# Leading relativistic correction to the dipole polarisability of a hydrogenic ion

## 1. Premises and result

**Model.** One electron, a point nucleus of charge $Z$ and infinite mass, the Dirac equation, and a weak static uniform field $F$ along $z$. Radiative corrections are omitted. Their size, and those of recoil and nuclear size, are estimated in Section 8.

**Units.** Atomic units, with $c=1/\alpha_{\rm fs}$ and polarisabilities in $a_0^3$. Notation:
$$a=Z\alpha_{\rm fs}=Z/c,\qquad \gamma=\sqrt{1-a^2},\qquad \gamma_2=\sqrt{4-a^2}.$$

The Hamiltonian is $H_0+Fz$, with $H_0=c\,\boldsymbol\alpha\cdot\mathbf p+\beta c^2-Z/r$. The electron charge is $-1$, so its potential energy in the field is $+Fz$. The polarisability is defined by $E(F)=E_0-\tfrac12\alpha_dF^2+\dots$

**Result.**
$$\alpha_d=\frac{9}{2Z^4}\left[1-\frac{28}{27}a^2+\frac{31+2\pi^2}{432}a^4+O(a^6)\right].$$
The $a^2$ term is the aim. The $a^4$ term and an all-order formula come from the same calculation and measure the truncation error.

## 2. Second-order energy and angular reduction

The level $1s_{1/2}$ has $m=\pm\tfrac12$. The operator $z$ conserves $m$, so each $m$ is a non-degenerate problem. Time reversal maps one onto the other, so both shift equally and $\alpha_d$ is a scalar. Parity makes $\langle z\rangle=0$. With $\psi=\psi_0+F\psi_1+\dots$,
$$(H_0-E_0)\psi_1=-z\psi_0,\qquad \alpha_d=-2\langle\psi_0|z|\psi_1\rangle .$$
The inhomogeneous equation is solved directly, as in the method of Dalgarno and Lewis. This sums over the whole spectrum of $H_0$, negative-energy continuum included (Section 8).

**Spinors.** $\psi=r^{-1}\big(P\,\Omega_{\kappa m},\ iQ\,\Omega_{-\kappa m}\big)^T$, with $(\boldsymbol\sigma\cdot\mathbf L+1)\Omega_{\kappa m}=-\kappa\Omega_{\kappa m}$ and $\sigma_r\Omega_{\kappa m}=-\Omega_{-\kappa m}$, where $\sigma_r=\boldsymbol\sigma\cdot\hat{\mathbf r}$. The identity $\boldsymbol\sigma\cdot\mathbf p=-i\sigma_r(\partial_r-\boldsymbol\sigma\cdot\mathbf L/r)$ gives $\boldsymbol\sigma\cdot\mathbf p\,(P\Omega_\kappa/r)=i(P'+\kappa P/r)\Omega_{-\kappa}/r$. The radial operator acting on $(P,Q)^T$ is therefore
$$h_\kappa=\begin{pmatrix}c^2-Z/r & c(-\partial_r+\kappa/r)\\ c(\partial_r+\kappa/r) & -c^2-Z/r\end{pmatrix}.$$

**Ground state** ($\kappa=-1$). With $\rho=Zr$ and $\phi=\rho^\gamma e^{-\rho}$,
$$E_0=\gamma c^2,\quad P_0=N\sqrt{1+\gamma}\,\phi,\quad Q_0=-N\sqrt{1-\gamma}\,\phi,\quad 2N^2\!\int\!\phi^2dr=1 .$$
Section 3 verifies this.

**Angular factors.** $\cos\theta\,\Omega_{-1m}=\cos\theta\,Y_{00}\chi_m=3^{-1/2}Y_{10}\chi_m=\sum_\kappa c_\kappa\Omega_{\kappa m}$. The squared Clebsch–Gordan coefficients are $1/3$ for $j=\tfrac12$ and $2/3$ for $j=\tfrac32$. Hence
$$c_{+1}^2=\tfrac19\ (p_{1/2}),\qquad c_{-2}^2=\tfrac29\ (p_{3/2}).$$
For the lower component, $\cos\theta\,\Omega_{+1m}=-\sigma_r\cos\theta\,\Omega_{-1m}=\sum_\kappa c_\kappa\Omega_{-\kappa m}$, because $\sigma_r$ commutes with $\cos\theta$. Both components carry the same $c_\kappa$. Writing the channel parts of $\psi_1$ as $-c_\kappa r^{-1}(P_\kappa\Omega_\kappa,iQ_\kappa\Omega_{-\kappa})^T$,
$$(h_\kappa-E_0)\binom{P_\kappa}{Q_\kappa}=r\binom{P_0}{Q_0},\qquad \Delta_\kappa=\int_0^\infty r\,(P_0P_\kappa+Q_0Q_\kappa)\,dr,$$
$$\alpha_d=\tfrac29\,(\Delta_{+1}+2\Delta_{-2}).\tag{1}$$

## 3. Reduced radial equations

Divide the radial equations by $cZ$. Then $c^2\to1/a$, $Z/r\to a/\rho$, $c\,\partial_r\to\partial_\rho$, and the source becomes $aZ^{-3}\rho\,(P_0,Q_0)$. Put
$$P_\kappa=NZ^{-3}\sqrt{1+\gamma}\,u,\qquad Q_\kappa=NZ^{-3}\sqrt{1-\gamma}\,v .$$
Divide the first row by $\sqrt{1-\gamma}$, the second by $\sqrt{1+\gamma}$, and use $a=\sqrt{(1-\gamma)(1+\gamma)}$. With primes for $d/d\rho$,
$$u-v'+\frac{\kappa v-(1+\gamma)u}{\rho}=(1+\gamma)\rho\phi,\qquad u'-v+\frac{\kappa u-(1-\gamma)v}{\rho}=-(1-\gamma)\rho\phi .$$
Let $S=u+v$, $D=u-v$. The sum of the two equations, and the second minus the first, are
$$D'+D+\frac{(\kappa-1)S-\gamma D}{\rho}=r_+,\qquad S'-S+\frac{(\kappa+1)D+\gamma S}{\rho}=r_-,\tag{2}$$
with the source $J$: $r_+=2\gamma\rho\phi$, $r_-=-2\rho\phi$.

Ground state: for $\kappa=-1$ and no source, $u=-v=\phi$ means $S=0$, $D=2\phi$. The second equation is empty and the first reads $\phi'+\phi-\gamma\phi/\rho=0$, which holds.

**Removing $\phi$.** Put $D=\phi w$, $S=\phi\sigma$. Since $\phi'/\phi=\gamma/\rho-1$,
$$w'+(\kappa-1)\frac{\sigma}{\rho}=\frac{r_+}{\phi},\qquad \sigma'-2\sigma+\frac{2\gamma\sigma+(\kappa+1)w}{\rho}=\frac{r_-}{\phi}.\tag{3}$$

**Pairing.** For a function $\chi=(S,D)$ and a source $r=(r_+,r_-)$ define
$$(\chi|r)=\frac{\int(Sr_+-Dr_-)\,d\rho}{4\int\phi^2d\rho}.$$
The integrand of $\Delta_\kappa$ is proportional to $\rho\phi[(1+\gamma)u-(1-\gamma)v]=\rho\phi(D+\gamma S)$. The normalisation contributes $1/(2\int\phi^2)$ and the scaling $Z^{-1}Z^{-3}$. Thus
$$\delta_\kappa\equiv Z^4\Delta_\kappa=(\chi_\kappa|J)=\tfrac12\langle\rho(w+\gamma\sigma)\rangle,\qquad \langle f\rangle=\frac{\int\phi^2f\,d\rho}{\int\phi^2d\rho}.\tag{4}$$
Let $\mathcal H$ be the operator on the left of (2). It is symmetric: $(\chi_1|\mathcal H\chi_2)=(\chi_2|\mathcal H\chi_1)$. The derivative terms $S_1D_2'-D_1S_2'$ turn into $S_2D_1'-D_2S_1'$ on integration by parts, with boundary term $[S_1D_2-D_1S_2]$. The remaining terms, $S_1D_2+D_1S_2$, $(\kappa-1)S_1S_2/\rho$, $(\kappa+1)D_1D_2/\rho$ and $\gamma(S_1D_2+D_1S_2)/\rho$, are symmetric as they stand.

**Boundary conditions.** Source-free solutions of (2) start as $\rho^\lambda$ with $(\lambda-\gamma)(\lambda+\gamma)=\kappa^2-1$, so $\lambda=\pm\gamma$ for $\kappa=+1$ and $\pm\gamma_2$ for $\kappa=-2$. For $\gamma>\tfrac12$ the negative roots are not square integrable. Normalisability alone then fixes the solution, and the boundary term vanishes.

**Moments.** $\langle\rho^k\rangle=\Gamma(2\gamma+1+k)/[2^k\Gamma(2\gamma+1)]$:
$$m_1=\tfrac12(2\gamma+1),\qquad m_2=m_1(\gamma+1),\qquad m_3=\tfrac12m_2(2\gamma+3).$$

## 4. The $p_{1/2}$ channel: closed form

For $\kappa=+1$ the first equation (3) decouples: $w'=2\gamma\rho$, so $w=\gamma\rho^2+C$. The second becomes
$$\sigma'-2\sigma+\frac{2\gamma\sigma}{\rho}=-2(1+\gamma)\rho-\frac{2C}{\rho}.$$
Try $\sigma=b_1\rho+b_0$ and match powers.

- $\rho^1$: $b_1=1+\gamma$.
- $\rho^0$: $(1+2\gamma)b_1-2b_0=0$, so $b_0=(1+\gamma)m_1$.
- $\rho^{-1}$: $2\gamma b_0=-2C$, so $C=-\gamma b_0$.

Uniqueness: the general $\sigma$ is $y/\phi^2$ with $y'=-2\phi^2[(1+\gamma)\rho+C/\rho]$. Decay of $S=y/\phi$ at infinity needs $y(\infty)=0$ and absence of $\rho^{-\gamma}$ needs $y(0)=0$. These two conditions fix $C$ and the integration constant.

The constants cancel in $w+\gamma\sigma=\gamma[\rho^2+(1+\gamma)\rho]$, and (4) gives $\delta_{+1}=\tfrac\gamma2[m_3+(1+\gamma)m_2]$, that is
$$\delta_{+1}=\tfrac18\,\gamma(\gamma+1)(2\gamma+1)(4\gamma+5).\tag{5}$$
This is exact in $a$. At $\gamma=1$, $u=\tfrac12(S+D)=\phi(\rho+\rho^2/2)$, the non-relativistic response function, and $\delta_{+1}=27/4$.

## 5. The $p_{3/2}$ channel: polynomial plus small residual

For $\kappa=-2$,
$$w'-\frac{3\sigma}{\rho}=2\gamma\rho,\qquad \sigma'-2\sigma+\frac{2\gamma\sigma-w}{\rho}=-2\rho .$$
Try $w_0=d_2\rho^2+d_1\rho$, $\sigma_0=s_1\rho$. The first equation gives $d_2=\gamma$ and $d_1=3s_1$. It forbids a constant in $\sigma_0$, which would leave an unbalanced $1/\rho$. The $\rho^1$ terms of the second give $-2s_1-\gamma=-2$. So
$$\sigma_0=\tfrac12(2-\gamma)\rho,\qquad w_0=\gamma\rho^2+\tfrac32(2-\gamma)\rho .$$
The $\rho^0$ terms of the second equation leave $(1+2\gamma-3)s_1=-\eta$, with
$$\eta=(1-\gamma)(2-\gamma)=O(a^2).$$
No polynomial solves the channel exactly: the true solution contains $\rho^{\gamma_2}$, and $\gamma_2-\gamma$ is not an integer for $0<a<1$. The trial function $\chi_0=\phi(\sigma_0,w_0)$ obeys
$$\mathcal H\chi_0=J+R,\qquad R=(0,-\eta\phi).$$

**Exact rearrangement.** Let $G=\mathcal H^{-1}$. It exists because the $\kappa=-2$ levels, $2p_{3/2}$ and above, lie above $E_0$ (the positivity found in Section 7 shows it directly). $\chi_0$ starts as $\rho^{\gamma+1}$ and decays, so it is admissible, and $GJ=\chi_0-GR$. Symmetry gives $(GR|J)=(GJ|R)$. Then
$$\delta_{-2}=(GJ|J)=(\chi_0|J)-(GJ|R)=(\chi_0|J)-(\chi_0|R)+T,\qquad T=(GR|R).\tag{6}$$
$T$ is quadratic in $\eta$, so it is $O(a^4)$ once $G$ is bounded on $R/\eta$, which Section 7 proves.

**Explicit terms.**
$$(\chi_0|J)=\tfrac12\left[\gamma m_3+\tfrac12(2-\gamma)(3+\gamma)m_2\right]=\tfrac14m_2(\gamma^2+2\gamma+6),$$
$$(\chi_0|R)=\tfrac\eta4\langle w_0\rangle=\tfrac\eta4\left[\gamma m_2+\tfrac32(2-\gamma)m_1\right]=\tfrac18\eta\,m_1(2\gamma^2-\gamma+6).$$
At $\gamma=1$: $\eta=0$, $m_2=3$, $\delta_{-2}=27/4$. Equation (1) returns $\tfrac29\cdot3\cdot\tfrac{27}4=\tfrac92$.

## 6. The leading correction

Set $\gamma=1-\epsilon$, with $\epsilon=\tfrac12a^2+\tfrac18a^4+\dots$

**$p_{1/2}$.** The logarithmic derivative of (5) at $\gamma=1$ is $1+\tfrac12+\tfrac23+\tfrac49=\tfrac{47}{18}$, so
$$\delta_{+1}=\tfrac{27}4\left[1-\tfrac{47}{36}a^2+\dots\right].$$

**$p_{3/2}$.** The logarithmic derivative of $(\chi_0|J)\propto(2\gamma+1)(\gamma+1)(\gamma^2+2\gamma+6)$ is $\tfrac23+\tfrac12+\tfrac49=\tfrac{29}{18}$, which contributes $-\tfrac{27}4\cdot\tfrac{29}{18}\epsilon=-\tfrac{87}8\epsilon$. With $\eta\simeq\epsilon$ and $m_1=\tfrac32$, $(\chi_0|R)\simeq\tfrac{21}{16}\epsilon$. The sum is $-\tfrac{195}{16}\epsilon$, so
$$\delta_{-2}=\tfrac{27}4\left[1-\tfrac{65}{72}a^2+\dots\right].$$

**Weighted sum.** The channels enter (1) with weights $\tfrac13$ and $\tfrac23$:
$$\frac13\cdot\frac{47}{36}+\frac23\cdot\frac{65}{72}=\frac{47+65}{108}=\frac{28}{27},$$
$$\boxed{\alpha_d=\frac{9}{2}Z^{-4}\left[1-\frac{28}{27}(Z\alpha_{\rm fs})^2+O\big((Z\alpha_{\rm fs})^4\big)\right]a_0^3}$$

**Reading.** The sign reflects the contraction of the $1s$ orbital. From $m_2$, $\langle r^2\rangle=3Z^{-2}[1-\tfrac7{12}a^2+\dots]$. An estimate $\alpha_d\propto\langle r^2\rangle^2$ would give $-\tfrac76a^2$, the right size but not the coefficient.

## 7. The remainder $T$ and the all-order formula

Write $GR=-\eta\,\phi(\sigma,w)$, where $(\sigma,w)$ solves (3) for $\kappa=-2$ with right-hand sides $(0,1)$. Then $T=-\tfrac14\eta^2\langle w\rangle$. The first equation gives $\sigma=\rho w'/3$. Inserting it in the second,
$$\mathcal Lw=-3,\qquad \mathcal Lw=-\rho w''-(2\gamma+1-2\rho)w'+\frac{3w}\rho=-\frac{(\rho\phi^2w')'}{\phi^2}+\frac{3w}{\rho}.$$
$\mathcal L$ is symmetric with weight $\phi^2$ and positive: $\langle w\mathcal Lw\rangle=\langle\rho w'^2+3w^2/\rho\rangle$. A source-free admissible solution must therefore vanish, so $G$ exists. Hence
$$T=\tfrac34\eta^2K,\qquad K=\langle\mathcal L^{-1}1\rangle>0 .$$

**Spectrum.** Put $w=\rho^\nu y(x)$, $x=2\rho$, $\nu=\gamma_2-\gamma$, which obeys $\nu^2+2\gamma\nu=3$. The equation $\mathcal Lw=\lambda w$ becomes $xy''+(2\gamma_2+1-x)y'+(\lambda/2-\nu)y=0$. Its admissible solutions are the Laguerre polynomials $L_n^{(2\gamma_2)}(x)$, a complete set, with $\lambda_n=2(n+\nu)$.

**Expansion of 1.** The Rodrigues formula and $n$ integrations by parts give $\int x^{\gamma+\gamma_2}e^{-x}L_n^{(2\gamma_2)}dx=\Gamma(\gamma+\gamma_2+1)(\nu)_n/n!$, with $(\nu)_n=\nu(\nu+1)\cdots(\nu+n-1)$. The squared norm is $\Gamma(n+2\gamma_2+1)/n!$ and that of the function 1 is $\Gamma(2\gamma+1)$. So
$$K=\sum_{n=0}^\infty\frac{W_n}{2(n+\nu)},\qquad W_n=\frac{\Gamma(\gamma+\gamma_2+1)^2}{\Gamma(2\gamma+1)}\frac{(\nu)_n^2}{n!\,\Gamma(n+2\gamma_2+1)} .$$
Completeness requires $\sum W_n=1$, and Gauss's sum for ${}_2F_1(\nu,\nu;2\gamma_2+1;1)$ confirms it. It follows that $0<K<1/(2\nu)$. Since $\nu\to1$ as $a\to0$, $T=O(a^4)$, which closes the proof of the boxed result. The terms of $K$ fall as $n^{-2\gamma-3}$.

**All orders.** Collecting (5) and (6) in (1),
$$Z^4\alpha_d=\frac{41\gamma+84\gamma^2+17\gamma^3+24\gamma^4-4\gamma^5}{36}+\frac{\eta^2K}{3}.\tag{7}$$
The numerator equals $162-336\epsilon+239\epsilon^2+O(\epsilon^3)=162-168a^2+\tfrac{71}4a^4+\dots$, and $168/162=28/27$ again.

**Order $a^4$.** At $\gamma=1$, $\gamma_2=2$, $\nu=1$, with $k=n+1$,
$$K_0=9\sum_{k\ge1}\frac1{k^2(k+1)(k+2)(k+3)} .$$
The summand is $\frac1{6k^2}-\frac{11}{36k}+\frac1{2(k+1)}-\frac1{4(k+2)}+\frac1{18(k+3)}$. The simple-pole coefficients add to zero, so those terms telescope to $-\left(\tfrac12-\tfrac14\cdot\tfrac32+\tfrac1{18}\cdot\tfrac{11}6\right)=-\tfrac{49}{216}$. Thus $K_0=\tfrac{\pi^2}4-\tfrac{49}{24}=0.4257$. With $\eta^2\simeq a^4/4$, the relative $a^4$ coefficient is
$$c_4=\frac{71}{648}+\frac{K_0}{54}=\frac{31+2\pi^2}{432}=0.11745 .$$

## 8. Range of validity

**Truncation in $a$.** The boxed form omits $c_4a^4$, small because $c_4\ll28/27$. With $1/\alpha_{\rm fs}=137.036$, at $Z=83$ the two terms are $-0.380$ and $+0.016$. Equation (7) has no such limit. It needs $\gamma>\tfrac12$, true for every element up to Bi.

**Field and frequency.** The length scale $1/Z$ and energy scale $Z^2$ give the field scale $Z^3$. The $F^4$ term is of relative order $(F/Z^3)^2$, so $F\ll Z^3$ a.u. is required, which also makes tunnelling ionisation exponentially small. The static value holds for photon energies far below the $1s\to2p$ gap, about $\tfrac38Z^2E_h$.

**Negative-energy states.** They belong in the one-electron energy: in hole theory the occupied $1s$ orbital blocks virtual pairs, and the change of the vacuum energy supplies exactly these terms. From $[H_0,z]=-ic\alpha_z$, $|\langle n|z|0\rangle|^2=c^2|\langle n|\alpha_z|0\rangle|^2/(E_n-E_0)^2$. With $E_n-E_0\simeq-2c^2$ and $\sum_{\rm neg}|\langle n|\alpha_z|0\rangle|^2\simeq\langle\alpha_z^2\rangle=1$, they add $2c^2/(-2c^2)^3=-1/(4c^4)$, a relative $-a^4/18$. The coefficient $28/27$ does not depend on them, while $c_4$ includes them.

**Recoil (non-relativistic).** For nuclear mass $M$ and electron mass $m_e$, the field energy $F(z_e-Zz_N)$ couples to the relative coordinate with charge $q=(M+Zm_e)/(M+m_e)$. The reduced mass $\mu$ scales $\alpha_d\sim{\rm length}^2/{\rm energy}$ as $\mu^{-3}$. The factor $q^2(m_e/\mu)^3$ is $1+(2Z+1)m_e/M$ to first order.

**Short-range perturbations (non-relativistic).** Let $U\propto\delta^3(\mathbf r)$ shift $1s$ by $U_0$, in units $Z^2E_h$, with lengths in $a_0/Z$. The first-order effect is $\langle U\rangle$ in the field-perturbed state $\psi_0+F\psi_1+F^2\psi_2$, with $\psi_{1,2}\perp\psi_0$. Its $F^2$ part is $\langle\psi_1|U-U_0|\psi_1\rangle+2\langle\psi_0|U|\psi_2\rangle$. Here $\psi_1=-(\rho+\rho^2/2)\cos\theta\,\psi_0$ vanishes at the origin and has norm $\tfrac13\langle\rho^2+\rho^3+\rho^4/4\rangle=\tfrac{43}8$. Only the $s$ part $f\psi_0$ of $\psi_2$ survives at the origin. It obeys
$$-\tfrac12\left(f''+2f'/\rho\right)+f'=-\tfrac94+\tfrac13\rho^2+\tfrac16\rho^3,\qquad f=\tfrac1{24}\rho^4+\tfrac14\rho^3+\tfrac34\rho^2-\tfrac{81}{16},$$
the constant fixed by $\langle f\rangle=0$. The $F^2$ coefficient is $-(\tfrac{43}8+\tfrac{81}8)U_0=-\tfrac{31}2U_0$, so
$$\delta\alpha_d/\alpha_d=\tfrac{31}{9/2}U_0=\tfrac{62}9U_0 .$$

- Nuclear size, rms radius $R$: $\int\delta V\,d^3r=\int\tfrac16r^2\nabla^2\delta V\,d^3r=\tfrac{2\pi}3ZR^2$, so $U_0=\tfrac23(ZR/a_0)^2$ and $\delta\alpha_d/\alpha_d=\tfrac{124}{27}(ZR/a_0)^2$. The Dirac density, $\propto\rho^{2\gamma-2}$, enhances this by roughly $(2ZR/a_0)^{2\gamma-2}$.
- Radiative shift: writing the $1s$ Lamb shift as $(\alpha_{\rm fs}/\pi)a^4F_Lm_ec^2$ gives $U_0=(\alpha_{\rm fs}/\pi)a^2F_L$. The self-energy is not strictly a contact term, so this yields an order of magnitude only.

## 9. Numerical illustration: Sn$^{49+}$

Inputs: $Z=50$, $1/\alpha_{\rm fs}=137.036$. Then $a=0.364868$, $a^2=0.133128$, $\gamma=0.931059$, $\gamma_2=1.966436$, $\nu=1.035377$, $\eta=0.073693$, $Z^4=6.25\times10^6$.

**Channels.** The series gives $K=0.405$, below the bound $1/(2\nu)=0.483$. Equation (6) gives $\delta_{-2}=6.0306-0.0897+0.0016=5.9425$.

| channel | $a\to0$ | through $a^2$ | all orders |
|---|---|---|---|
| $\delta_{+1}$ | 6.75 | 5.5768 | 5.6117 |
| $\delta_{-2}$ | 6.75 | 5.9387 | 5.9425 |

**Polarisability.** The relative terms are $-\tfrac{28}{27}a^2=-0.13806$ and $c_4a^4=+0.00208$.

| level | $Z^4\alpha_d$ | $\alpha_d/10^{-7}a_0^3$ |
|---|---|---|
| non-relativistic | 4.5 | 7.200 |
| through $a^2$ | 3.8787 | 6.206 |
| through $a^4$ | 3.8881 | 6.221 |
| equation (7) | 3.8882 | 6.221 |

The exact value of the model lies 13.6 % below the non-relativistic one. The leading correction, 13.8 %, overshoots this reduction and leaves $\alpha_d$ too low by 0.24 %. The model's value is $6.221\times10^{-7}a_0^3=9.22\times10^{-8}$ Å$^3$ as a polarisability volume. The negative-energy part contained in it is about $-1.0\times10^{-3}$ of the non-relativistic value.

**Conditions.** The field scale $Z^3$ a.u. is $6.4\times10^{16}$ V/m and $\tfrac38Z^2E_h=25.5$ keV.

**Effects outside the model**, for a spinless nucleus and the approximate inputs $M\approx119$ u, $R\approx4.65$ fm, $F_L\approx1.6$:

- recoil: $m_e/M=4.6\times10^{-6}$, relative change $+4.7\times10^{-4}$;
- nuclear size: $ZR/a_0=4.39\times10^{-3}$, relative change $+8.9\times10^{-5}$, times an enhancement of about 1.9, so about $+1.7\times10^{-4}$;
- radiative: $U_0=4.9\times10^{-4}$, relative change of order $+3\times10^{-3}$.

Together they amount to roughly $+0.4$ %. That is far below the 13.8 % correction, but as large as the $a^4$ term or larger. The four figures above are the point-nucleus Dirac model's. For the ion itself these estimates support two, $\alpha_d\approx6.2\times10^{-7}a_0^3$, and the leading relativistic term alone already gives them.